A crystal can be squeezed to a set size or to a set pressure, and a change of its gap has to be read with that choice in mind. Here every cell edge is shortened by 3 %, which removes 8.7 % of the volume, and the atoms are then free to shift within the smaller cell, except in ZnO, where they keep their relative places.

Wurtzite crystals under a hydrostatic strain of −3 % along every cell edge, computed with Ansatz 0.2.0 (HSE06, plane-wave PAW, 6×6×4 k mesh, no spin polarisation). Cells were relaxed with r2SCAN, as were the atoms again after straining, except in ZnO, where they were only scaled with the cell. Changes are strained minus unstrained; volumes and distances are for the unstrained cells, and pressure is positive in compression.

| formula | element on site A | Z A | element on site B | Z B | difference of Pauling electronegativities | volume per atom (Å³) | shortest distance (Å) | band gap change (eV) | least direct gap change (eV) | unstrained band gap (eV) | energy rise per atom (meV) | pressure change (GPa) |
| --- | --- | --- | --- | --- | --- | --- | --- | --- | --- | --- | --- | --- |
| AlN | Al | 13 | N | 7 | 1.43 | 10.40 | 1.888 | 0.814 | 0.893 | 5.599 | 56.7 | 22.90 |
| ZnO | Zn | 30 | O | 8 | 1.79 | 11.81 | 1.970 | 0.196 | 0.196 | 2.532 | 60.9 | 16.90 |
| GaN | Ga | 31 | N | 7 | 1.23 | 11.37 | 1.945 | 0.693 | 0.693 | 3.199 | 62.9 | 22.00 |
| CdS | Cd | 48 | S | 16 | 0.89 | 25.41 | 2.545 | 0.233 | 0.233 | 2.190 | 46.1 | 6.70 |
| CdSe | Cd | 48 | Se | 34 | 0.86 | 28.87 | 2.655 | 0.233 | 0.233 | 1.544 | 45.7 | 5.80 |

### 1. Why does squeezing open the gap at all?

In these compounds the lowest empty state at Γ, the centre of the Brillouin zone, is antibonding between the s orbitals of metal and non-metal. The highest filled state consists mainly of p orbitals of the non-metal. Shorter bonds increase the overlap, and the antibonding state is pushed up faster than the filled one.

Two hydrogen atoms brought closer together show the same thing: their antibonding level moves away from the bonding one. The analogy gives only the direction, because the two band edges of the crystal don't come from one pair of orbitals. The direction holds in all five rows.

### 2. Which compounds respond most to the same strain?

The nitrides do. Their least direct gap grows by 0.89 eV in AlN and 0.69 eV in GaN, against roughly 0.2 eV in ZnO, CdS and CdSe. Theory offers a reason for the difference between nitrides and cadmium compounds: in a short, strongly coupled bond the levels are far apart, so the same percentage of shortening moves them by more electronvolts. Bond length can't be the whole reason, though: GaAs, with bonds only slightly shorter than those of CdS, is known to respond to strain about as strongly as GaN (recalled). Cadmium also carries a filled d shell, so the cause given for ZnO in the next answer is expected to act in CdS and CdSe as well.

For AlN the column matters. Its band gap grows by only 0.81 eV, because under strain the lowest empty state is no longer at Γ but at K, on an edge of the zone. The strained crystal has an indirect gap that lies 79 meV below the direct one. For strong optical absorption the direct gap is the one to use. The band gap is the smallest energy between filled and empty states. Excited electrons would collect at K, so the strained crystal is expected to emit light only weakly.

### 3. Why does ZnO lag so far behind GaN?

Bond length doesn't explain it: the bond in ZnO is only 1.3 % longer than in GaN, yet the gap of GaN opens 3.5 times as much. Nor is the lag likely to come from the atoms of ZnO having only been scaled with the cell: the forces left on them, about 0.007 eV/Å, are no larger than before the strain, so relaxing them should change the gap very little. An accepted cause is the filled 3d shell of the metal. It lies below the p states of the non-metal, mixes with them and pushes the top of the valence band up. Compression strengthens this push, so the filled edge follows the empty one and part of the opening is lost.

The effect is expected to be strong in ZnO, where the 3d level is close to the oxygen p states, and weaker in GaN, where it lies deeper. AlN has no filled d shell on the metal. The order of the three rows fits this picture but doesn't isolate it, since ZnO is also more ionic. The part of a gap that comes from the unequal levels of the two atoms is expected to change little when the overlap grows, and this too would weaken the response. Ionicity alone doesn't give the order, since AlN has a larger electronegativity difference than GaN and still opens more. For ZnO, no d-level positions are at hand to separate the two causes.

### 4. What would change if the Zn 3d level lay deeper?

The repulsion would weaken, and the gap of ZnO should be larger and open more under strain. This bears on the calculation itself. HSE06 is known to place Zn 3d too high, and its unstrained gap of 2.53 eV is well below the measured value of roughly 3.4 eV (recalled). The calculated response of ZnO may therefore be too small.

### 5. Does the order survive if the pressure is fixed instead?

It does not. The opening per GPa is the opening per strain divided by the stiffness, and the nitrides are stiff. The direct gap of AlN opens 3.8 times as much as that of CdSe, but AlN needs about four times the pressure, so averaged over the compression both direct gaps gain about 40 meV per GPa. ZnO has no such compensation: it is fairly stiff and responds weakly, which leaves it last at 12 meV per GPa.

The practical rule is to ask what the surroundings impose. Where the size of the cell is set, the value per strain is the relevant one. In a pressure cell a value per GPa is wanted, but those given here are averages over the whole compression, and each row ends at its own pressure. Because a solid stiffens as it is squeezed, the slope at low pressure is expected to be larger in every row, and at one common pressure close pairs such as AlN and CdSe, or GaN and CdS, may change places. Equal shortening of all edges is also not quite a uniform pressure: strained AlN carries about 2.5 GPa more stress in the plane than along c, so in a pressure cell its shape would change as well. There ZnO, CdS and CdSe would turn into the rocksalt structure before reaching the pressures calculated here, and AlN may do so too. Their values describe wurtzite held in place.

### 6. Why does the energy vary so much less than the pressure?

The energy rise is the mean pressure times the lost volume, and the soft crystals of this table have more volume to lose. The pressure change in AlN is about four times that in CdSe, but CdSe has 2.8 times the volume per atom, so the work done against the pressure change differs by a factor of only about 1.4. The starting pressures, taken up below, bring the ratio of the computed energy rises down to 1.2.

If the pressure rises along a straight line, the work per atom is

$$W=\left(p_0+\tfrac{1}{2}\Delta p\right)\Delta V ,$$

where $p_0$ is the pressure of the unstrained cell, $\Delta p$ the pressure change and $\Delta V$ the volume lost per atom. For ZnO, with 1 eV/Å³ equal to 160.2 GPa,

$$W=\frac{(1.65+8.45)\ \text{GPa}\times 0.0873\times 11.81\ \text{Å}^3}{160.2\ \text{GPa per eV/Å}^3}\approx 0.065\ \text{eV}.$$

The computed rise is 60.9 meV. The estimate has no adjustable constant, and across the five rows it comes out 7 to 8 % above the computed rise. An excess is to be expected, because a solid stiffens as it is compressed and its pressure stays below the straight line on the way. The agreement shows that stresses and energies are consistent with each other; it is no test of the orbital picture. The printed analysis below gives the estimate for every row.

### 7. Which digits can be trusted?

The energy rise of ZnO needs the most care. Its cell was relaxed with r2SCAN, and under HSE06 it starts at 1.65 GPa instead of zero. Work against this starting pressure adds about 11 meV per atom, which is why ZnO appears to cost more energy than AlN. Without the starting terms the order reverses, to about 50 meV for ZnO and 60 meV for AlN.

CdS and CdSe should be read as equal in their gap change, both 0.233 eV. Replacing sulfur by selenium lowers the unstrained gap by 0.65 eV and the pressure change by about 15 %, but leaves the response to strain as it was. The pressure column is rounded to 0.1 GPa and its last zero carries no information: the unrounded changes are 6.745 and 5.760 GPa, and the rounded ones would give only 13 %. Spin-orbit coupling is missing; it would lower the gap of CdSe by roughly 0.1 eV, nearly the same amount before and after strain. Since the stresses are only loosely converged, values per GPa deserve two figures at most.

Output of the analysis:

```
Volume change in %: -8.733
Direct gap opening and mean stiffness:
   row  meV per 1 % of edge  meV per GPa  mean bulk modulus over the strain in GPa
   AlN                297.7           39                                     250.6
   ZnO                65.33         11.6                                     184.9
   GaN                  231         31.5                                     240.8
   CdS                77.67        34.78                                     73.32
  CdSe                77.67        40.17                                     63.47
AlN strained band gap in eV: 6.413
AlN strained direct gap in eV: 6.492
AlN strained direct gap less band gap in meV: 79
Direct gap opening, ratio AlN to GaN: 1.289
Direct gap opening, ratio GaN to ZnO: 3.536
Direct gap opening, ratio AlN to CdSe: 3.833
Pressure change, ratio AlN to CdSe: 3.948
Bond of ZnO longer than that of GaN in %: 1.285
Unstrained gap, CdS less CdSe in eV: 0.646
Pressure change, CdSe below CdS in %: 13.43
Volume per atom, ratio CdSe to AlN: 2.776
Energy rise, ratio largest to least: 1.376
Work of compression per atom in meV:
   row  against starting pressure  estimated total  computed rise  computed rise less starting term
   AlN                     -3.653            61.25           56.7                             60.35
   ZnO                      10.64            65.03           60.9                             50.26
   GaN                    -0.2478            67.92           62.9                             63.15
   CdS                      2.991            49.39           46.1                             43.11
  CdSe                       3.84            49.47           45.7                             41.86
Least excess of the estimated work in %: 6.785
Largest excess of the estimated work in %: 8.257
Energy rise, ZnO less AlN in meV per atom: 4.2
The same without the starting terms in meV per atom: -10.09
```
